## The question

When nitrogen replaces an oxygen atom in SnO₂, one electron is left unpaired. Nearby nuclei feel its spin through the isotropic hyperfine constant $A$, which measures the spin density exactly at the nucleus. Does $A$ depend only on how far a nucleus lies from the nitrogen, or also on the direction in which it lies?

SnO₂ with one O replaced by N in a neutral 24-atom supercell with one unpaired electron, ions relaxed at fixed cell. Computed with Ansatz 0.2.0 using spin-polarised, scalar-relativistic PBE, default PAW datasets, a 420 eV plane-wave cutoff and a 4×4×4 k-point mesh. The isotropic constant A, defined by H = A I·S, comes from the contact spin density alone.

| atom | like atoms | distance from the defect (Å) | site moment (muB) | mass number | isotropic hyperfine constant (MHz) |
| --- | --- | --- | --- | --- | --- |
| N9 | 1 | 0.03 | ? | 14 | ? |
| Sn5 | 2 | 2.06 | ? | 119 | ? |
| Sn1 | 1 | 2.10 | ? | 119 | ? |
| O17 | 1 | 2.63 | 0.01 | 17 | 4.3 |
| O13 | 4 | 2.90 | 0.02 | 17 | -1.8 |
| O10 | 1 | 3.19 | 0.00 | 17 | 3.2 |
| O19 | 2 | 3.42 | ? | 17 | ? |
| Sn3 | 2 | 3.60 | 0.00 | 119 | 11.2 |
| Sn2 | 1 | 3.78 | 0.00 | 119 | 41.1 |
| O18 | 1 | 4.11 | 0.00 | 17 | -1.1 |
| Sn7 | 2 | 4.24 | 0.00 | 119 | 18.6 |
| O11 | 2 | 4.73 | 0.00 | 17 | -0.6 |

The site moment is the spin collected in a sphere around an atom. It includes spin in p orbitals, which vanish at the nucleus and so add nothing directly to $A$.

## What the known rows say

Distance alone does not order the tin atoms. Sn2, at 3.78 Å, has 41.1 MHz, while the slightly nearer Sn3 has only 11.2 MHz.

Among the oxygens the sign changes. The nuclei ¹⁷O and ¹¹⁹Sn have negative magnetic moments, so if $A$ carries the nuclear sign, a positive value means spin density opposite to that of the unpaired electron. O17 and O10 are of this kind; O13, which lies between them in distance, is not.

## A picture with a direction in it

Nitrogen has one electron fewer than oxygen, so the defect holds a hole. Bonding theory places it in the nitrogen 2p orbital that takes no part in the bonds to tin, the one perpendicular to the plane of the three tin neighbours. No column shows this orbital; its direction is an argument from structure. Rutile positions reproduce the tabulated distances within 0.07 Å and give each atom's angle $\theta$ to the orbital's axis.

In the plane of the tin neighbours the p orbital has a node. Atoms there can receive s spin only indirectly: the unpaired electron attracts electrons of its own spin in the bonds towards nitrogen and leaves opposite spin at the far end. This is spin polarisation. It would make $A$ positive on the bonded tins, and the picture takes the same sign to hold for atoms farther out in the plane. Oxygens along the axis might instead share the hole itself. Its spin would sit in their 2p orbitals and draw s spin of the same sign to the nucleus, which would make $A$ negative.

The simple model gives oxygen a constant plus a term in $\cos^2\theta$, and tin a term in $\sin^2\theta$. Its three constants were fitted to the eight rows with known $A$, which it meets to about 3 MHz on average and 5.35 MHz at worst, for Sn3. The oxygen slope is nearly as uncertain as it is large, and O18, in the plane yet negative, goes against the picture.

## Predictions

**O19** lies almost on the orbital's axis, with $\cos^2\theta = 0.956$. The model, which was fitted without this row, gives

$$A = 2.13 - 6.71 \times 0.956 \approx -4.3\ \text{MHz}.$$

The range is −12 to 0 MHz. The moment should be 0.05 μB (0.01 to 0.15), more than on nearer oxygens. Distance alone would suggest a size of about 2.7 MHz.

**Sn5 and Sn1** are bonded to nitrogen. The model gives them 43 MHz, but it learned from tins that are not, so the forecast is shifted upwards. In size, a full 5s electron on ¹¹⁹Sn would give roughly 44,000 MHz, and half a percent of one is a plausible polarisation across a bond. That leads to +200 MHz each (60 to 600), with moments within 0.03 μB of zero.

**N9** carries the spin, and the model has no term for it. Radicals with their spin in a nitrogen 2p orbital usually show a few tens of MHz. The forecast is +35 MHz (10 to 80), with a moment of 0.5 μB (0.3 to 0.8).

## The computed values

The withheld rows as computed:

| atom | like atoms | distance from the defect (Å) | site moment (muB) | mass number | isotropic hyperfine constant (MHz) |
| --- | --- | --- | --- | --- | --- |
| N9 | 1 | 0.03 | 0.66 | 14 | 22.6 |
| Sn5 | 2 | 2.06 | 0.00 | 119 | 287.0 |
| Sn1 | 1 | 2.10 | 0.00 | 119 | 270.9 |
| O19 | 2 | 3.42 | 0.00 | 17 | 1.0 |

Nitrogen and its tin neighbours fall inside their ranges, in $A$ and in moment. The central value for nitrogen was about 12 MHz too high; those for Sn5 and Sn1 were about 87 and 71 MHz too low. O19 misses on both counts: $A$ is slightly positive, and the moment of 0.00 μB lies below the range.

## Why the tin forecast held

The tins bonded to nitrogen have nearly seven times the constant of Sn2, although all three lie in the nodal plane. Being next to nitrogen therefore matters in a way that the angle does not capture, though the table cannot separate the bond from the short distance. The full output resolves small site moments on these tins, −0.0015 μB on Sn5 and −0.0012 μB on Sn1. They are opposite to nitrogen's moment, as is the spin density that a positive $A$ implies. This agrees with polarisation through the bond, though it does not prove that path. A hole in an orbital pointing at the tins would be expected to give them spin of its own sign.

The size of these constants is easily misread. Sn5 has 287 MHz and nitrogen 22.6 MHz, yet nitrogen holds 0.66 μB and Sn5 none that the table resolves. There are two reasons. One s electron counts far more at a tin nucleus than at a nitrogen nucleus, and nitrogen's spin is expected to sit mostly in a 2p orbital, which adds nothing directly. Divided by the value for a full s electron, the couplings correspond to about 0.7% of an electron on Sn5 and 1.3% on nitrogen. These shares are a yardstick, not a count: the one on Sn5 exceeds its site moment, perhaps because the sphere misses part of the wide 5s orbital.

This matters when electron spin resonance is used to find where an unpaired electron sits. In this calculation the largest isotropic constants belong to the ¹¹⁹Sn nuclei next to nitrogen, while most of the spin sits on nitrogen. A tin splitting of this size is therefore no sign that the electron has moved to tin. In ordinary material it would be expected only as weak side lines, since most tin nuclei have no magnetic moment.

## Why the oxygen forecast failed

The forecast assumed that an oxygen on the orbital's axis would take a share of the hole. O19 holds only about 0.003 μB in the full output, whereas O13, half an ångström nearer but well off the axis, has 0.02 μB. Two reasons are plausible. The overlap of 2p orbitals falls with distance, and the oxygen term contained no distance at all. In rutile, O13 also shares a tin neighbour with nitrogen while O19 shares none, so spin may reach O13 through the tin. The table cannot separate the two.

Rutile has eight oxygens at the distance of O13, four nearer the axis and four farther from it. The table lists one set, which the program takes to be the nearer one. The full output gives the other four about 0.013 μB each, so at this distance the angle changes the moment only modestly.

The sign of $A$ on O19 deserves less weight than the near absence of a moment. The coupling stands for about 0.0002 of an s electron, and contact densities this small are uncertain in themselves. Those of O18 and O11, which helped to fix the oxygen slope, are about as small. The size, 1.0 MHz, is closer to the estimate from distance alone than to the model's.

## What remains open about direction

The strong coupling of Sn2 looked like evidence for the nodal plane, but the small cell complicates this. The crystal has two oxygens at the distance of O10, and the table lists one, so the cell repeats after about 6.4 Å along that axis. Sn2 then lies equally far from two nitrogen atoms. If their effects add, each supplies about 21 MHz. The same holds for Sn7, which lies well outside the plane: the crystal has four tins at its distance and the table lists two, so each nitrogen would supply about 9.3 MHz there. The images may thus explain part of the size of Sn2, but simple addition does not remove its lead over the other distant tins. O10 sits midway between two nitrogens too, so the oxygen fit and the estimate from distance alone carry the same flaw.

A larger cell would show how much the images add. It would not by itself tell the effect of the angle from that of the chain of bonds leading to each tin. The sizes themselves also carry the limits of the method. PBE tends to spread holes too widely and underestimates core polarisation, and a large pressure was left in the cell. The ions were relaxed to forces below 0.01 eV/Å, while the cell was kept fixed. The constants for nitrogen and its tin neighbours are thus better read as magnitudes than as precise targets for a measured spectrum.

The output below gives the fit and each site's angle and share of an s electron.

Printed output of the fit:

```
largest misfit of rebuilt rutile distances (angstrom): 0.07038
repeat length along c implied by the single O10 (angstrom): 6.38
fit of A on 8 rows: coefficient of isO 2.129 +/- 1.9, coefficient of olobe -6.713 +/- 6.1, coefficient of snplane 42.76 +/- 3.1; rms 2.61, worst Sn3 -5.35, leave-one-out rms 5.24
  rows outside the fit (model, value, miss): N9 0, 22.6, -22.6; Sn5 42.76, 287, -244; Sn1 42.76, 270.9, -228; O19 -4.292, 1, -5.29
O19 size from distance alone, between O10 and O18 (MHz): 2.675
sites:
  row  cos2 of angle to lobe  site moment muB  A in MHz  s spin in thousandths of an electron
   N9                      0             0.66      22.6                                 12.56
  Sn5                      0                0       287                                -6.523
  Sn1                      0                0     270.9                                -6.157
  O17                      0             0.01       4.3                               -0.8113
  O13                 0.4898             0.02      -1.8                                0.3396
  O10                      0                0       3.2                               -0.6038
  O19                 0.9564                0         1                               -0.1887
  Sn3                 0.8632                0      11.2                               -0.2545
  Sn2                      0                0      41.1                               -0.9341
  O18                      0                0      -1.1                                0.2075
  Sn7                 0.6222                0      18.6                               -0.4227
  O11                    0.5                0      -0.6                                0.1132
N9 forecast 35 less computed (MHz): 12.4
Sn5 forecast 200 less computed (MHz): -87
Sn1 forecast 200 less computed (MHz): -70.9
O19 forecast -4.3 less computed (MHz): -5.3
Sn5 over Sn2, ratio of A: 6.983
Sn1 over Sn2, ratio of A: 6.591
sum of site moments over all listed atoms (muB): 0.75
```
